**Q:** I have HSE06 bands for MgCdSe₂ and now also a set of G0W0 levels. How much changes, and can I get from one set to the other in a single step?

G0W0 levels of MgCdSe2 (ordered rocksalt alloy, R-3m, 4 atoms, r2SCAN geometry) from Ansatz 0.2.0, starting from HSE06: plane-wave PAW, no spin polarisation, cutoff 420 eV, 4×4×4 k mesh, 328 empty bands, screening cutoff 140 eV. Kohn–Sham and quasiparticle levels are each counted from their own valence top; v1 is the highest filled band, c1 the lowest empty one.

```tsv
band	a (fraction of the reciprocal vector)	b (fraction of the reciprocal vector)	c (fraction of the reciprocal vector)	kohn sham level (eV)	quasiparticle level (eV)	exchange less vxc (eV)	correlation (eV)	renormalisation
v2	0	0	0	-0.291	-0.317	-2.031	1.678	0.78600
v1	0	0	0	-0.276	-0.280	-1.807	1.476	0.78800
c1	0	0	0	2.279	2.681	3.839	-3.764	0.81700
c2	0	0	0	4.320	4.644	3.940	-3.944	0.81700
v2	0	0	-0.5	-1.447	-1.470	-2.271	1.921	0.77600
v1	0	0	-0.5	-1.151	-1.154	-2.280	1.949	0.77900
c1	0	0	-0.5	3.361	3.714	3.980	-3.955	0.80700
c2	0	0	-0.5	4.041	4.383	3.923	-3.909	0.81200
v2	0	0.25	0.25	-0.274	-0.286	-2.033	1.694	0.78700
v1	0	0.25	0.25	-0.206	-0.201	-1.883	1.560	0.78900
c1	0	0.25	0.25	3.562	3.916	3.952	-3.925	0.80900
c2	0	0.25	0.25	4.552	4.902	3.967	-3.943	0.81300
v2	0	0.25	-0.25	-2.460	-2.443	-2.516	2.206	0.76100
v1	0	0.25	-0.25	-0.317	-0.310	-1.952	1.631	0.78900
c1	0	0.25	-0.25	4.277	4.630	4.044	-4.018	0.79900
c2	0	0.25	-0.25	5.443	5.754	4.049	-4.065	0.80800
v2	0	-0.5	-0.5	-0.277	-0.281	-2.053	1.722	0.78800
v1	0	-0.5	-0.5	-0.214	-0.200	-1.921	1.607	0.79000
c1	0	-0.5	-0.5	1.461	1.827	3.588	-3.548	0.81700
c2	0	-0.5	-0.5	4.279	4.593	3.835	-3.848	0.81900
v2	0.25	0.25	0.25	-0.089	-0.094	-2.020	1.687	0.78800
v1	0.25	0.25	0.25	-0.089	-0.094	-2.020	1.687	0.78800
c1	0.25	0.25	0.25	3.441	3.834	3.870	-3.804	0.80900
c2	0.25	0.25	0.25	4.447	4.778	3.987	-3.983	0.81500
```

**A:** The exchange and correlation corrections to a single level are each about 1.5 to 4 eV. They oppose each other in every row and leave at most a few tenths of an eV. Counted from the valence top, filled levels stay within 0.03 eV of their old places, while empty ones rise by 0.3 to 0.4 eV. A single step therefore works well: lift every empty level by the opening of the gap, 0.37 eV, and no listed one is wrong by more than 0.06 eV.

**Q:** Why does the gap open at all?

**A:** The zero is the valence top, which the run finds at (−½, −½, −½), a mesh point with no row in the table, so the lowest c1 level, at (0, −½, −½), is the gap itself. It grows from 1.461 to 1.827 eV. HSE06 contains a quarter of the Fock exchange at short distance and none at long distance. In a real solid, the long-range part is weakened by the dielectric constant but doesn't vanish; with the constant of 6.7 to 7.7, depending on direction, that the run computes for its own screening, roughly a seventh survives. Restoring it pushes filled and empty levels apart, and by the same argument a solid that screens less should show a larger lift. This is an argument and not a test: the table doesn't separate the long-range part from changes at short distance.

**Q:** Should I expect 1.83 eV from a sample?

**A:** No, for several reasons. In tests on other systems by the makers of these data, G0W0 gaps fell short of the basis limit by 6 to 9 % in the median; the shortfall wasn't measured for this crystal. The filled Cd d shell may lower this gap further. Spin–orbit coupling, which is left out, would probably act the other way, raising the valence top and narrowing the gap. The band edges were also sought only at the points of a coarse k mesh, so the true gap may be somewhat smaller than the one read there. The cell is also a constructed rocksalt ordering whose stability hasn't been tested. The shortfall belongs to the G0W0 step, so the 0.37 eV lift is probably too small as well, by more than 0.1 eV if those tests carry over to this crystal; that the lift is nearly uniform is a safer result than its size.

**Q:** Do the empty levels really go up, or do the filled ones go down?

**A:** Mostly the filled ones go down. The two correction columns add to the absolute shift, with no further factor Z, because the correlation is already taken at the final energy. For the conduction minimum the sum is 3.588 − 3.548 = 0.040 eV, so it hardly moves. The remaining 0.33 eV of the opening is the valence top sinking. This division is less certain than the opening, since absolute positions converge slowly with the number of empty bands.

**Q:** The corrections differ by half an eV from level to level. Why is the lift nearly the same for all empty levels?

**A:** Because the two parts vary together and in opposite directions. The column "exchange less vxc" replaces the HSE06 potential by full, unscreened exchange, which stretches the bands: deep levels sink further and high ones rise further. Correlation is the response of the other electrons, and it squeezes the bands again. Over the empty levels each part varies by about half an eV, but their sum by only 0.09 eV. Over the filled levels each part varies by about 0.7 eV, and their sum by only 0.04 eV.

The uniform electron gas is a simpler system with the same behaviour. Exchange alone makes its band too wide, and screening takes about all of the extra width back. The comparison stops there, since that gas has neither a gap nor orbitals of different shape.

**Q:** What makes correlation squeeze the bands?

**A:** Level repulsion. An added electron can excite the others, and the states "electron plus excitation" lie mostly above the empty level and push it down. For a missing electron the corresponding states lie mostly below the filled level and push it up. The closer a level comes to these states, the harder it is pushed, so high empty levels and deep filled ones feel it most.

**Q:** Can you put a number on that?

**A:** Yes, from the column "renormalisation", called Z. For a fixed orbital, let the correlation change by s eV when the energy rises by 1 eV. Level repulsion makes s negative, and Z = 1/(1 − s), so s = 1 − 1/Z. Averaged over the twelve filled rows, s is −0.276.

Now go from the highest filled level listed, at −0.094 eV, to the deepest, at −2.443 eV. The step is −2.349 eV, and −0.276 × (−2.349) gives a rise in correlation of 0.65 eV. No constant was adjusted, and the correlation column wasn't used, though Z comes from the same calculated correlation term.

The calculated rise is 0.52 eV, so the estimate is a quarter too large. For the step from the lowest to the highest empty level, with s averaged over the empty rows (−0.232), the estimate is −0.91 eV against −0.52 eV, about three quarters too large. The sign and the order of magnitude are right. Even with the weakest slope found among levels of the same kind, filled or empty, each estimate would stay too large, so the main fault is probably that the orbital is treated as fixed.

The table shows how much the orbital matters. In HSE06, v1 at (0, 0, 0) and v2 at (0, −½, −½) lie within 0.001 eV of each other, yet the correlation is 0.25 eV larger for the second. Its exchange part is more negative by the same amount, so the two levels still shift alike. A likely reason is that correlation includes the screening of that same exchange: where an orbital gains more from the one, more is taken back by the other.

**Q:** Then why isn't the lift exactly rigid?

**A:** Because the squeeze slightly exceeds the stretch. From the lowest to the highest empty level, exchange adds 0.46 eV and correlation removes 0.52 eV, so the higher level is lifted less. The same order appears at every k point listed: c1 rises more than c2, by up to 0.08 eV. At (0, 0, −½) it comes about differently, since there both parts are smaller for c2 and exchange loses more.

**Q:** By that rule the conduction minimum should rise most. It doesn't.

**A:** Right, the c1 levels at Γ, the point (0, 0, 0), and at (¼, ¼, ¼) rise more. Energy alone can't be the reason. The c1 levels at (¼, ¼, ¼) and (0, ¼, ¼) are only 0.12 eV apart in HSE06, yet the first rises by 0.39 eV and the second by 0.35 eV. The orbitals must differ in how exchange and screening act on them. My guess, untested here, is that the two strongly lifted levels have more s character.

**Q:** And the two top filled levels at Γ? Their splitting more than doubles.

**A:** It grows from 0.015 to 0.037 eV, which is again an effect of the orbital, because the two start at almost the same energy. Exchange pulls v2 down by 0.22 eV more than v1, and correlation gives back only 0.20 eV of that. I wouldn't look for this splitting in an experiment. Spin–orbit coupling is left out, and in selenides it typically splits the valence top by a few tenths of an eV, enough to rearrange levels this close.
